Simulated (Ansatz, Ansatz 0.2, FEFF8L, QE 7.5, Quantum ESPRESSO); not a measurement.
# Lattice parameter of bcc niobium from PBE and PBEsol, with a simulated Nb K-edge EXAFS spectrum

## What was measured

The reference is the cubic lattice parameter of unimplanted niobium, a = 3.301 Å, from "Mössbauer and X-ray Studies of Radiation-Induced Processes in Nb–Zr Alloys Implanted with 57Fe Ions" (2023, PubMed Central 10220652). It was obtained by X-ray diffraction on a rolled foil annealed at 800 °C, before any implantation. No uncertainty is given, and a JCPDS card is cited beside the niobium pattern. My own reservation is that the value may echo that card rather than come from an independent refinement. Niobium also takes up oxygen, nitrogen and hydrogen readily, and these interstitials expand the lattice slightly. I take the value as a room-temperature edge of nominally pure bcc niobium. It is a diffraction result; the EXAFS peak position I simulate is not compared with a measurement here.

| compared with | measured | source's wording or label | method |
| --- | --- | --- | --- |
| cell edge a (Å) | 3.301 | cubic a of unimplanted Nb | X-ray diffraction |

## Approach

I want the cubic edge from first principles, and from it the near-neighbour distances that an EXAFS experiment on niobium would probe. The model is the one-atom primitive bcc cell, non-magnetic, with the cell relaxed. Symmetry fixes the atom, so the edge is the only structural unknown.

Success means an edge within 0.5 % of the measured one, or about 0.02 Å. The calculation is static, while thermal expansion to room temperature and zero-point motion together add roughly 0.2 % to the length in a stiff metal like this. The target leaves room for that, yet is tight enough to expose the error of about one per cent that an unsuitable functional can make.

I go straight to PBE, which usually serves the bcc 4d metals well. LDA is skipped because it overbinds and should give too short an edge. Once PBE has an edge, I shall test its numerical settings and set one neighbouring functional beside it.

System: Nb; Im-3m (No. 229), 1 atom in the cell used, edges 2.8589, 2.8589, 2.8589 A, angles 109.47, 109.47, 109.47 deg; cell from a published crystal structure.

## 1. PBE relaxation and the EXAFS it implies

The PBE relaxation decides most of the question, and I expect an edge within the target. I run the Nb K-edge EXAFS on the relaxed structure at once. In bcc the first and second shells lie only about 15 % apart, so I expect them to overlap in the Fourier transform. Without phase correction the strongest peak should fall a few tenths of an ångström short of the true neighbour distance.

**Run 1.** Ansatz 0.2: PBE, PAW set soft_2, cell and atoms relaxed, cutoff 420 eV, mesh 17x17x17, Fermi-Dirac 0.1 eV.

Key lines of the input:
```
crystal:
  lattice:
    - [-1.650605, 1.650605, 1.650605]
    - [1.650605, -1.650605, 1.650605]
    - [1.650605, 1.650605, -1.650605]
  atoms:
    - { symbol: Nb, position: [0.0, 0.0, 0.0] }
kpoints:
  mp_grid: { grid: [17, 17, 17] }
scf:
  occupations: { method: fermi_dirac, width: 0.1 }
hamiltonian:
  xc: pbe
  pseudopotentials: { kind: paw }
output:
  forces: true
  stress: true
relax:
  f_tol: 0.01
  max_steps: 60
  cell: {}
```

Command:
```
ansatz run input.yaml --threads 1 --pin off --max-ram 2048MiB --backend cpu --events-out ev --progress --plain --runs-dir out
```

Selected lines of the output:
```
--- Relaxed structure (3 steps of the walk, 2 accepted, 1 SCFs on fresh bases) ---
  cell:  # Å, volume = 18.1522 Å³
    - [-1.6556026899175114, 1.6556026899175114, 1.6556026899175114]
```

Converged; 4.7 s on 1 core of Intel Xeon Platinum 8488C (Sapphire Rapids), shared host.

**Run 2.** FEFF8L: EXAFS of the Nb K edge on the structure from [PBE, PAW set soft_2, cell and atoms relaxed, cutoff 420 eV, mesh 17x17x17, Fermi-Dirac 0.1 eV]: paths to 5.5 A, correlated Debye model at 300 K with an assumed Debye temperature of 300 K, Fourier transform.

Key lines of the input:
```
TITLE Nb K edge in Nb
EDGE K
S02 0.9
CONTROL 1 1 1 1 1 1
PRINT 1 0 0 0 0 3
EXAFS 16
RPATH 5.5
NLEG 4
EXCHANGE 0 0 0
DEBYE 300 300

POTENTIALS
  0  41 Nb
  1  41 Nb

ATOMS
   0.0000    0.0000    0.0000 0 Nb  0.0000
  -1.6556   -1.6556   -1.6556 1 Nb  2.8676
  -1.6556   -1.6556    1.6556 1 Nb  2.8676
  -1.6556    1.6556   -1.6556 1 Nb  2.8676
  -1.6556    1.6556    1.6556 1 Nb  2.8676
... 54 more atoms
END
```

Command:
```
feff8l_rdinp && feff8l_pot && feff8l_xsph && feff8l_pathfinder && feff8l_genfmt && feff8l_ff2x
```

Selected lines of the output:
```
    path  cw ratio     deg    nleg  reff
      1   100.000     8.000     2   2.8676
      2    52.482     6.000     2   3.3112
```

Converged; wall time 0.5 s.

| quantity | run 1 | run 2 | measured |
| --- | --- | --- | --- |
| cell edge a (Å) | 3.311 | – | 3.301 |
| volume per atom (Å³) | 18.15 | – |  |
| FT peak (Å) | – | 2.546 |  |

PBE gives an edge of 3.311 Å, 0.010 Å or about 0.3 % above the diffraction value and inside the target. That is the side on which PBE usually errs for a 4d metal.

In the EXAFS run the eight nearest neighbours lie at 2.8676 Å and the next six at 3.3112 Å, the second shell carrying about half the weight of the first. The strongest peak of the transform comes at 2.546 Å, about 0.32 Å short of the nearest-neighbour distance. This is the shift I expected from leaving out the phase correction, so the peak position must not be read as a bond length. Whether the two shells merge into one peak cannot be settled from the position of the maximum alone.

## 2. Higher cutoff and denser k-mesh

The margin left inside the target is about 0.2 %, so the numerical settings have to be good to better than that. I raise the plane-wave cutoff to 700 eV at the same mesh, and separately refine the mesh to 23×23×23 at the original cutoff. The cutoff matters because it enters the stress directly, and the mesh because niobium has a structured density of states at the Fermi level. I expect both to move the edge by a few thousandths of an ångström at most.

**Run 3.** Ansatz 0.2: PBE, PAW set soft_2, cell and atoms relaxed, cutoff 700 eV, mesh 17x17x17, Fermi-Dirac 0.1 eV.

Key lines of the input, as changed from run 1:
```diff
  output:
+   write_density: true
+   write_potential: true
+   elf: true
+   volumetric_format: npy
+ basis:
+   ecutwfc: 700
```

Selected lines of the output:
```
  cell:  # Å, volume = 18.1518 Å³
    - [-1.6555912265395984, 1.6555912265395984, 1.6555912265395984]
```

Converged; wall time 9.2 s.

**Run 4.** Ansatz 0.2: PBE, PAW set soft_2, cell and atoms relaxed, cutoff 420 eV, mesh 23x23x23, Fermi-Dirac 0.1 eV.

Key lines of the input, as changed from run 1:
```diff
  kpoints:
-   mp_grid: { grid: [17, 17, 17] }
+   mp_grid: { grid: [23, 23, 23] }
```

Selected lines of the output:
```
  cell:  # Å, volume = 18.1564 Å³
    - [-1.655731298994651, 1.655731298994651, 1.655731298994651]
```

Converged; 6.7 s on 1 core of Intel Xeon 6975P-C (Granite Rapids), shared host.

| quantity | run 3 | run 4 | measured |
| --- | --- | --- | --- |
| cell edge a (Å) | 3.311 | 3.311 | 3.301 |
| volume per atom (Å³) | 18.15 | 18.16 |  |

Neither setting matters at the scale of the target. Raising the cutoff to 700 eV changes the edge by about 0.00002 Å, and the denser mesh lengthens it by about 0.0003 Å. The excess over the diffraction value stays at 0.010 Å, so it comes from neither the basis nor the k-point sampling.

## 3. A second program and a neighbouring functional

All the edges so far share one program and one PAW set, and an error in the potential would pass unnoticed through both convergence tests. I therefore repeat the PBE relaxation in Quantum ESPRESSO with PSlibrary PAW data, and expect agreement to within a few thousandths of an ångström.

For scale I set PBEsol beside PBE, with the original program, potentials and settings. It was built to correct the tendency of PBE to overestimate lattice parameters in solids, so I expect a shorter edge. Since PBE is only 0.3 % too long here, the correction may well overshoot.

**Run 5.** QE 7.5: PBE, pw.x with PSlibrary PAW, cell and atoms relaxed, cutoff 55 Ry, mesh 17x17x17, Fermi-Dirac 0.1 eV.

Key lines of the input:
```
&control
   calculation='vc-relax'
   forc_conv_thr=2.0e-04, etot_conv_thr=1e-05, nstep=60, tstress=.true., tprnfor=.true.
/
&system
   ibrav=0, nat=1, ntyp=1
   ecutwfc=55, ecutrho=300
   occupations='smearing', smearing='fd', degauss=0.0073
/
&electrons
   conv_thr=1.0e-09, mixing_beta=0.5, electron_maxstep=100
/
&ions
/
&cell
   press_conv_thr=0.2
/
ATOMIC_SPECIES
Nb 1.0 Nb.pbe-spn-kjpaw.UPF
CELL_PARAMETERS angstrom
  -1.65060500 1.65060500 1.65060500
  1.65060500 -1.65060500 1.65060500
  1.65060500 1.65060500 -1.65060500
ATOMIC_POSITIONS crystal
Nb   0.00000000 0.00000000 0.00000000
K_POINTS automatic
17 17 17 0 0 0
```

Command:
```
OMP_NUM_THREADS=1 pw.x -in relax.in > relax.out
```

Selected lines of the output:
```
     new unit-cell volume =    121.69451 a.u.^3 (    18.03327 Ang^3 )
CELL_PARAMETERS (angstrom)
  -1.651980029   1.651980029   1.651980029
```

Converged; 1.9 min on 1 core of Arm Neoverse N1, shared host.

**Run 6.** Ansatz 0.2: PBEsol, PAW set soft_2, cell and atoms relaxed, cutoff 420 eV, mesh 17x17x17, Fermi-Dirac 0.1 eV.

Key lines of the input, as changed from run 3:
```diff
  hamiltonian:
-   xc: pbe
+   xc: pbesol
- basis:
-   ecutwfc: 700
```

Selected lines of the output:
```
  cell:  # Å, volume = 17.5167 Å³
    - [-1.6360525498343876, 1.6360525498343876, 1.6360525498343876]
```

Converged; wall time 17 s.

| quantity | run 5 | run 6 | measured |
| --- | --- | --- | --- |
| cell edge a (Å) | 3.304 | 3.272 | 3.301 |
| volume per atom (Å³) | 18.03 | 17.52 |  |

Quantum ESPRESSO with PSlibrary data puts the PBE edge at 3.304 Å, only 0.003 Å above the measured value. Both PBE edges meet the target, but they differ by 0.007 Å, rather more than I expected and far more than the changes found in the cutoff and mesh tests. The difference in PAW data is the likely main cause. I cannot assign all of it there, because I did not test the cutoff of the Quantum ESPRESSO run. How closely PBE matches the measured edge is therefore uncertain at the level of a few thousandths of an ångström.

PBEsol shortens the edge to 3.272 Å, which is 0.029 Å or about 0.9 % below the measured value and outside the target. The correction does overshoot: with the same program and PAW set, PBEsol lies 0.039 Å below PBE, whereas PBE was only 0.010 Å too long. I did not repeat the PBEsol relaxation with the second set of potentials.

## 4. Norm-conserving PBE and a second PBEsol run

The two PBE edges differ by 0.007 Å, and a third kind of potential should show how far that spread reaches. I repeat the PBE relaxation in the original program with norm-conserving potentials at a much higher cutoff, and expect an edge within about 0.01 Å of the other two.

The PBEsol miss rests on a single PAW set, so I also relax the cell with PBEsol in Quantum ESPRESSO before blaming the functional. I expect the edge to stay too short, since a change of potentials as small as that seen for PBE would not bring it inside the target.

**Run 7.** Ansatz 0.2: PBE, norm-conserving files, cell and atoms relaxed, cutoff 1115.67 eV, mesh 17x17x17, Fermi-Dirac 0.1 eV.

Key lines of the input, as changed from run 1:
```diff
  hamiltonian:
-   pseudopotentials: { kind: paw }
+   pseudopotentials: { kind: nc }
```

Selected lines of the output:
```
--- Relaxed structure (3 steps of the walk, 2 accepted, 1 SCFs on fresh bases) ---
  cell:  # Å, volume = 18.1529 Å³
    - [-1.6556252989455245, 1.6556252989455245, 1.6556252989455245]
```

Converged; 15 s on 1 core of Intel Xeon Platinum 8488C (Sapphire Rapids), shared host.

**Run 8.** QE 7.5: PBEsol, pw.x with PSlibrary PAW, cell and atoms relaxed, cutoff 55 Ry, mesh 17x17x17, Fermi-Dirac 0.1 eV.

Key lines of the input, as changed from run 5:
```diff
- Nb 1.0 Nb.pbe-spn-kjpaw.UPF
+ Nb 1.0 Nb.pbesol-spn-kjpaw.UPF
```

Selected lines of the output:
```
 %%%%%%%%%%%%%%%%%%%%%%%%%%%%%%%%%%%%%%%%%%%%%%%%%%%%%%%%%%%%%%%%%%%%%%%%%%%%%%
     Error in routine c_bands (1):
     too many bands are not converged
 %%%%%%%%%%%%%%%%%%%%%%%%%%%%%%%%%%%%%%%%%%%%%%%%%%%%%%%%%%%%%%%%%%%%%%%%%%%%%%
```

Ended with an error; 7.5 min on 1 core of Arm Neoverse N1, shared host.

| quantity | run 7 | measured |
| --- | --- | --- |
| cell edge a (Å) | 3.311 | 3.301 |
| volume per atom (Å³) | 18.15 |  |

The norm-conserving potentials give 3.311 Å, within 0.0001 Å of the original PAW edge and much closer than I expected. Two different kinds of potential in the same program therefore agree, and the Quantum ESPRESSO edge stands alone at 0.007 Å below them. Its PAW data and its untested cutoff both remain possible causes. All three PBE edges lie within the target.

The PBEsol run in Quantum ESPRESSO stopped in the band diagonalisation, with too many bands unconverged, so it cannot be used. The PBEsol miss therefore still rests on one PAW set. For PBE the Quantum ESPRESSO edge was the shorter one, and a like shift would take PBEsol further from the measured value, but I have not shown that the shift would be the same for PBEsol.

## All runs against the measurement

| run | settings | cell edge a (Å) | deviation | cost | status |
| --- | --- | --- | --- | --- | --- |
| 1 | Ansatz: PBE, PAW set soft_2, cell and atoms relaxed, cutoff 420 eV, mesh 17x17x17, Fermi-Dirac 0.1 eV | 3.311 | +0.010 (+0.3 %) | under 1 core-min |  |
| 2 | FEFF8L: EXAFS of the Nb K edge on the structure from [PBE, PAW set soft_2, cell and atoms relaxed, cutoff 420 eV, mesh 17x17x17, Fermi-Dirac 0.1 eV]: paths to 5.5 A, Fourier transform | – |  | under 1 core-min |  |
| 3 | Ansatz: PBE, PAW set soft_2, cell and atoms relaxed, cutoff 700 eV, mesh 17x17x17, Fermi-Dirac 0.1 eV | 3.311 | +0.010 (+0.3 %) | under 1 core-min |  |
| 4 | Ansatz: PBE, PAW set soft_2, cell and atoms relaxed, cutoff 420 eV, mesh 23x23x23, Fermi-Dirac 0.1 eV | 3.311 | +0.010 (+0.3 %) | under 1 core-min |  |
| 5 | QE: PBE, pw.x with PSlibrary PAW, cell and atoms relaxed, cutoff 55 Ry, mesh 17x17x17, Fermi-Dirac 0.1 eV | 3.304 | +0.003 (+0.1 %) | 1.9 core-min |  |
| 6 | Ansatz: PBEsol, PAW set soft_2, cell and atoms relaxed, cutoff 420 eV, mesh 17x17x17, Fermi-Dirac 0.1 eV | 3.272 | −0.029 (−0.9 %) | under 1 core-min |  |
| 7 | Ansatz: PBE, norm-conserving files, cell and atoms relaxed, cutoff 1115.67 eV, mesh 17x17x17, Fermi-Dirac 0.1 eV | 3.311 | +0.010 (+0.3 %) | under 1 core-min |  |
| 8 | QE: PBEsol, pw.x with PSlibrary PAW, cell and atoms relaxed, cutoff 55 Ry, mesh 17x17x17, Fermi-Dirac 0.1 eV | – |  | 7.5 core-min | ended with an error |
|  | measured | 3.301 |  |  |  |

## Conclusion

PBE meets the target. The relaxed edge of bcc niobium is 3.311 Å against 3.301 Å from diffraction, 0.3 % too long, at a cost of under one core-minute.

The agreement is helped by a partial cancellation. The calculation is static, and thermal expansion with zero-point motion would lengthen the edge by roughly another 0.2 %. Compared like with like, PBE would be about 0.5 % too long, at the edge of the target. Dissolved oxygen, nitrogen or hydrogen in the foil cannot explain the excess, since they would lengthen the measured edge. The reference may also repeat a card value, which I could not check.

A higher cutoff and a denser mesh hardly moved the edge, and norm-conserving potentials reproduced it. The most informative check was Quantum ESPRESSO, which gave 3.304 Å with other PAW data. I did not trace that difference of 0.007 Å, so the size of PBE's own error is uncertain by about that much.

PBEsol misses at 3.272 Å, 0.9 % too short. The same allowance for temperature and zero-point motion would reduce the miss to about 0.7 %, still outside the target. This rests on one PAW set, because the repeat in Quantum ESPRESSO failed and settled nothing.

The simulated EXAFS transform peaks at 2.546 Å, well short of the nearest-neighbour distance of 2.8676 Å, as expected without phase correction; overlap with the second shell may also shift the maximum. With no measured spectrum compared here, it illustrates the structure but does not test it.

[Logs are printed without paths, hosts, clocks, repeated set-up lines and the standing remarks that a program may print on its own settings, such as how far it seeks lower states.]

[The runs shown are a pick from a larger set of finished runs; failed, doubtful and other runs were left out of it ahead of writing. So were measured values far from every level or from commonly accepted values, and agreement can look better than it is. Lines of input and output are excerpts and may be shortened.]
